# Which static spin susceptibility does sodium have?

Take a Hamiltonian $H$ (read $H-\mu N$ in the grand ensemble) with levels $E_n$, weights $P_n=e^{-\beta E_n}/Z$ and $\beta=1/k_BT$. Perturb it by $+fA$ with Hermitian $A$, and define $\chi$ by $\delta\langle A\rangle=\chi f$. With $A(\tau)=e^{\tau H}Ae^{-\tau H}$, $\delta A=A-\langle A\rangle$ and $\nu_l=2\pi l k_BT/\hbar$, the Matsubara function is

$$\chi(i\nu_l)=-\int_0^\beta d\tau\,e^{i\hbar\nu_l\tau}\langle\delta A(\tau)\,\delta A\rangle .$$

Differentiating $\langle A\rangle$ in the ensemble of $H+fA$ gives the $l=0$ component, the isothermal susceptibility $\chi_T$. Insert eigenstates. A pair with $E_n\neq E_m$ contributes $(P_n-P_m)|A_{nm}|^2/(i\hbar\nu_l+E_n-E_m)$, which is the retarded term with $\omega+i0^+$ replaced by $i\nu_l$. A degenerate pair has no $\tau$ dependence, so it survives only at $l=0$, and it is absent from the retarded function because $P_n=P_m$. Components with $l>0$ therefore lie on the retarded function in the upper half-plane, those with $l<0$ on the advanced one, and with $\chi_K=\chi^R(\omega\to0)$

$$\chi_T-\chi_K=-\beta\Big[\sum_{E_n=E_m}P_n|A_{nm}|^2-\langle A\rangle^2\Big]\le0 .$$

The bracket is the variance of the part of $A$ that commutes with $H$. So for each change today we ask two things: how much of $A$ is conserved, and how much does that part fluctuate?

## The reference case

Let the field couple to spin only, with $g=2$: $A=N_\uparrow-N_\downarrow=2S_z/\hbar$ and $f=\mu_BB$. The magnetisation is $M=-\mu_B\langle A\rangle/V$, so the SI susceptibility is $\chi^m=-\mu_0\mu_B^2\chi/V$, and the gap $\Delta=\chi^m_T-\chi^m_K$ is positive. Since $[H,A]=0$, we have $\chi^m_K=0$ at every frequency, and $\Delta=\chi^m_T$. Independent occupations $f_k$ give $\mathrm{Var}A=2\sum_k f_k(1-f_k)$, and $\beta f_k(1-f_k)=-\partial f_k/\partial\varepsilon$, so

$$\Delta=\mu_0\mu_B^2\int d\varepsilon\,D(\varepsilon)\Big(-\frac{\partial f}{\partial\varepsilon}\Big)\;\to\;\chi_P=\mu_0\mu_B^2\,\frac{3n}{2E_F},$$

with $D$ the density of states per volume for both spins. With a typical sodium density $n=2.65\times10^{28}\,\mathrm{m^{-3}}$ and the free mass, $k_F=9.22\times10^{9}\,\mathrm{m^{-1}}$, $E_F=3.24$ eV and $\chi_P=8.27\times10^{-6}$. The whole Pauli susceptibility is the gap.

## Change 1: temperature, at fixed density

The prefactor $\beta$ suggests a Curie law. But only electrons within $k_BT$ of $E_F$ fluctuate, so the variance is proportional to $T$ and the gap should be nearly constant. Heating lowers $\mu$ and averages a concave $D\propto\sqrt\varepsilon$, so the residual change is negative. The Sommerfeld expansion assigns $-(\pi^2/24)(k_BT/E_F)^2$ to each of the two effects:

$$\Delta(T)=\chi_P\Big[1-\frac{\pi^2}{12}\Big(\frac{k_BT}{E_F}\Big)^2\Big].$$

At 300 K the variance per electron is $3k_BT/2E_F=0.012$, the relative change is $-5.2\times10^{-5}$, and the logarithmic slope is $-3.5\times10^{-7}\,\mathrm{K^{-1}}$.

*Question: would that slope show at fixed pressure?* No. Since $\chi_P\propto n^{1/3}$, it falls as the inverse sample length. A typical linear expansion coefficient of $7\times10^{-5}\,\mathrm{K^{-1}}$ gives a slope of the same sign, about $2\times10^{2}$ times larger.

*Question: with a non-degenerate ground state the bracket vanishes exponentially as $T\to0$. Why does your gap survive?* Because I took $V\to\infty$ first. In a small irregular particle with fixed $N$, the orbital levels have mean spacing $\delta=2/[D(E_F)V]=4E_F/3N$. For $N\approx1000$ this is 4.3 meV, or 50 K. For $k_BT\ll\delta$ an even particle is a singlet, and its gap falls as $e^{-\delta/k_BT}$ up to a power of $T$. An odd particle has $\mathrm{Var}A=1$, hence $\Delta/\chi_P=\delta/2k_BT$, which is 5.0 at 5 K. One electron decides the sign of the change.

## Change 2: the atom

Replace sodium by potassium, typical $n=1.40\times10^{28}\,\mathrm{m^{-3}}$. Spin is still conserved, so $\chi_K^m$ stays zero. Fewer electrons lower the gap as $n$, the smaller $E_F$ raises it as $n^{-2/3}$, and the first effect wins. The factor $n^{1/3}$ is 0.808, which gives $6.69\times10^{-6}$.

*Question: is the neglected Coulomb interaction smaller than that?* It is larger. It commutes with $S_z$, so $\chi^m_K=0$ remains exact, but it changes the variance. At $T=0$, $\chi_T^m$ is inversely proportional to the curvature of the energy per electron in the polarisation $\zeta=\langle A\rangle/N$. In Hartree units the kinetic part $\frac{3}{20}k_F^2[(1+\zeta)^{5/3}+(1-\zeta)^{5/3}]$ has curvature $k_F^2/3$, and the plane-wave exchange part $-\frac{3}{8\pi}k_F[(1+\zeta)^{4/3}+(1-\zeta)^{4/3}]$ has $-k_F/3\pi$. The enhancement $1/(1-1/\pi k_Fa_0)$ is 2.9 for sodium and 5.2 for potassium, and the gaps become $2.4\times10^{-5}$ and $3.5\times10^{-5}$. Exchange alone reverses the order. Correlation reduces the enhancement, and I have not computed it, so the sign of this change is established for free electrons only.

## Change 3: a static field $B_0$ along $z$, probe tilted by $\theta$

Now $A=A_z\cos\theta+A_x\sin\theta$. The $z$ part remains conserved. The $x$ part flips one spin and leaves the orbital state alone, so it connects only levels separated by exactly $\hbar\omega_0=2\mu_BB_0$. It has no degenerate elements and zero mean. We expect the gap to keep only the longitudinal part, for any $B_0\ne0$.

For the calculation, each $k$ has two spin levels with occupation difference $p_k$, and the retarded sum is $\sum_kp_k[(\hbar\omega-\hbar\omega_0)^{-1}-(\hbar\omega+\hbar\omega_0)^{-1}]$. Using $\mu_B\sum_kp_k=MV$,

$$\chi^m_{xx}(\omega)=\frac{\mu_0M}{B_0}\,\frac{\omega_0^2}{\omega_0^2-\omega^2}.$$

At 1 T, $\mu_0M/B_0$ equals $\chi_P$ up to order $(\mu_BB_0/E_F)^2=3\times10^{-10}$, and $\omega_0=1.76\times10^{11}\,\mathrm{s^{-1}}$. The $xz$ cross terms vanish by rotation symmetry about $z$, so $\chi^m_K=\chi_P\sin^2\theta$ and $\Delta=\chi_P\cos^2\theta$. At $\theta=30^\circ$ these are $2.07\times10^{-6}$ and $6.20\times10^{-6}$. The isothermal value has not moved. Only the split has, and reaching $\chi_K^m$ needs $\omega\ll\omega_0$.

*Question: can I see this in Matsubara data?* In principle. The longitudinal function is $\chi_P\delta_{l0}$, and the transverse one is $\chi_P\omega_0^2/(\omega_0^2+\nu_l^2)$, whose $l=0$ point lies on the analytic curve. At 300 K, $\nu_1=2.47\times10^{14}\,\mathrm{s^{-1}}$, and the transverse $l=1$ point is $5.1\times10^{-7}$ of the $l=0$ point. Data with relative noise above that level cannot tell $\chi^m_K=0$ from $\chi^m_K=\chi_P$.

## Change 4: a field that varies in space

Give the probe a wavevector $q$, with the matrix elements of the Fourier component $A_q$ of the spin density in the sums. $A_q$ moves an electron from $\mathbf k$ to $\mathbf k+\mathbf q$ with its spin unchanged. Degeneracy needs $\mathbf k\cdot\mathbf q=-q^2/2$, a plane in $k$ space, whose share of the states falls as the inverse sample length. The gap should drop to zero, with the Kubo value rising to the isothermal one. No spin flips are needed: up electrons flow to one half-wave and down electrons to the other.

The Lindhard sum at $T\ll E_F/k_B$, with $x=q/2k_F$, gives

$$\frac{\chi^m_K(q)}{\chi_P}=\frac12+\frac{1-x^2}{4x}\ln\Big|\frac{1+x}{1-x}\Big|=1-\frac{x^2}{3}-\dots,$$

which is 0.912 at $q=k_F$ and tends to one as $q\to0$. For $q\ll k_F$ only $s=\omega/v_Fq$ matters, with $v_F=1.07\times10^{6}\,\mathrm{m\,s^{-1}}$. The average of $u/(u-s)$ over the direction cosine $u$ gives

$$\frac{\mathrm{Re}\,\chi^m}{\chi_P}=1-\frac s2\ln\Big|\frac{1+s}{1-s}\Big| .$$

This is 0.990 at $s=0.1$ and $-0.0034$ at $s=10$, approaching zero as $-1/3s^2$. Taking $\omega\to0$ first returns $\chi_T^m$, and taking $q\to0$ first returns the zero of the reference case.

*Question: and collisions?* The last formula needs $q\ell\gg1$. A typical room-temperature collision time $\tau_c=3\times10^{-14}$ s gives $\ell=v_F\tau_c=3\times10^{-8}$ m. For $q\ell\ll1$ and $\omega\tau_c\ll1$, spin-conserving scattering makes the spin density diffuse, and $\chi^m=\chi_P\mathcal Dq^2/(\mathcal Dq^2-i\omega)$ with $\mathcal D=v_F^2\tau_c/3$. The crossover frequency moves from $v_Fq$ down to $\mathcal Dq^2$, and both limits stay.

## Change 5: spin-flip scattering

Add spin-orbit scatterers, so that $[H,S_z]\neq0$. Time reversal keeps $\langle A\rangle$ and the covariance of $A$ with the energy at zero when $B_0=0$. If the scattering leaves no other conserved quantity that overlaps with $A$, the extensive part of the bracket vanishes and the gap closes. A phenomenological Bloch equation, $\dot M=-(M-\chi_T^mB/\mu_0)/T_1$ with $B\propto e^{-i\omega t}$, shows how:

$$\chi^m(\omega)=\frac{\chi^m_T}{1-i\omega T_1}.$$

The real part is $\chi_T^m/2$ at $\omega T_1=1$, and the static limit is $\chi_T^m$ for any finite $T_1$. Weaker scattering narrows the window $\omega\ll1/T_1$ without changing the value inside it, and $T_1\to\infty$ at fixed $\omega$ gives zero again.